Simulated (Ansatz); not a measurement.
## HfPd2: energy above lowest point against volume scale

Free energy against uniform scaling of the volume at fixed shape and fractions; periodic cell, basis, potentials, k mesh and filling as listed. The results are calculated, by Ansatz 0.2.0.

The cell before it is scaled or strained (space group I4/mmm, No. 139):
```
HfPd2
1.0
     -1.6996     1.6996     4.3571
      1.6996    -1.6996     4.3571
      1.6996     1.6996    -4.3571
Hf Pd
1 2
Direct
  0.00000 0.00000 0.00000
  0.33903 0.33903 0.00000
  0.66097 0.66097 0.00000
```

Settings of every row: functional r2SCAN; dispersion none; potentials PAW; wave cutoff 612.26 eV; density cutoff 2449 eV; k mesh 12x12x12; k shift 0x0x0; occupations methfessel paxton; smearing width 0.1 eV; spin none.

Limits: coarse k mesh, up to 40 meV an atom off; no spin-orbit coupling, which can matter with elements this heavy; the cell comes from a prototype or a list of computed structures and needn't be the stable phase.

```csv
row,volume scale,V (Å³/atom),energy above lowest point (meV/atom)
1,0.94,15.775,41.1
2,0.96,16.11,?
3,0.98,16.446,5.1
4,1,16.781,0
5,1.02,17.117,2.3
6,1.04,17.453,11.3
7,1.06,17.788,26.2
```

Question: what energy above lowest point should row 2 give?

Worked fit of energy above lowest point. Take u = (V_r/V)^(2/3) − 1 with V_r = 16.949 Å³ an atom, which is twice the finite (Eulerian) strain; such expansions in the strain, on which the Birch-Murnaghan equation of state is built, carry the rest volume and the bulk modulus. The shown rows have u = 0.04902, 0.02029, 0.00666, -0.00655, -0.01935, -0.0317. Least squares give energy above lowest point = 0.27 − 177.4 × u + 20365 × u² + 4962 × u³ meV/atom; a parabola predicts inner rows, each left out in turn, worse (root mean square 0.098 against 0.0092 meV/atom). All shown rows lie on it to the printed digit. Its lowest point lies at u = 0.0043, or V = 16.84 Å³ an atom, and the curvature there gives the bulk modulus at fixed shape and fractions, B = (4/9)(1 + u)² E″(u)/V = 174 GPa. Letting shape and atoms relax would as a rule lower it, by much in layered, chain or molecular crystals. The withheld row has u = 0.03443, so the fit gives 0.27 − 177.4 × (0.03443) + 20365 × (0.03443)² + 4962 × (0.03443)³ = 18.5 meV/atom.

The calculation gave 18.5 meV/atom. The fit meets it to the printed digit.
